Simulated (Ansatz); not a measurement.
# TaF5 (SMILES F[Ta](F)(F)(F)F): methods side by side

TaF5 has 6 atoms, charge 0, and is taken as a singlet. As SMILES, `F[Ta](F)(F)(F)F`. The shape was relaxed beforehand at B3LYP/def2-SVP.

Each level gives the adiabatic ionisation energy (to the doublet cation, shapes relaxed at B3LYP/def2-SVP, no zero-point term) (eV). The values are calculated.

```
                            level                    kind  program  value (eV)  less CCSD(T)/def2-SVP
     HF/def2-SVP (core potential)            Hartree–Fock   Ansatz       12.56                  -0.97
    PBE/def2-SVP (core potential)                     GGA   Ansatz       13.12                  -0.41
 r2SCAN/def2-SVP (core potential)                meta-GGA   Ansatz       13.41                  -0.12
PBE0-D4/def2-SVP (core potential)           global hybrid   Ansatz       13.59                  +0.06
wB97M-V/def2-SVP (core potential)  range-separated hybrid   Ansatz       13.72                  +0.19
    MP2/def2-SVP (core potential)     perturbation theory   Ansatz       13.84                  +0.31
CCSD(T)/def2-SVP (core potential)   coupled cluster or CI   Ansatz       13.53                   0.00
```

CCSD(T)/def2-SVP (core potential) is the highest level here, not the true value. Spin-orbit coupling, which can split open shells on such heavy atoms by tenths of an eV, is left out. The values span 12.56 to 13.84 eV.

The high ionisation energy fits a pentavalent tantalum fluoride. The metal is formally d0 and has no valence d electron to give up, so the electron should come from mainly fluorine 2p lone-pair orbitals, held tightly by fluorine's electronegativity and the strongly positive metal centre. The cation is therefore better viewed as having a ligand hole than as containing oxidised tantalum.

PBE0-D4 and r2SCAN lie closest to the coupled-cluster value, on opposite sides of it. Hartree–Fock is the clear outlier at 12.56 eV, probably because it misses the larger correlation energy of the neutral molecule, which has one more electron pair. MP2 reverses the sign of the error and overshoots by 0.31 eV, so second-order correlation is not quantitatively reliable here. Among the density functionals the value rises from PBE to wB97M-V, but Hartree–Fock rules out a simple increase with exact exchange across the whole table. The close match of PBE0-D4 to coupled cluster in this small basis does not establish that it would persist near the basis-set limit.
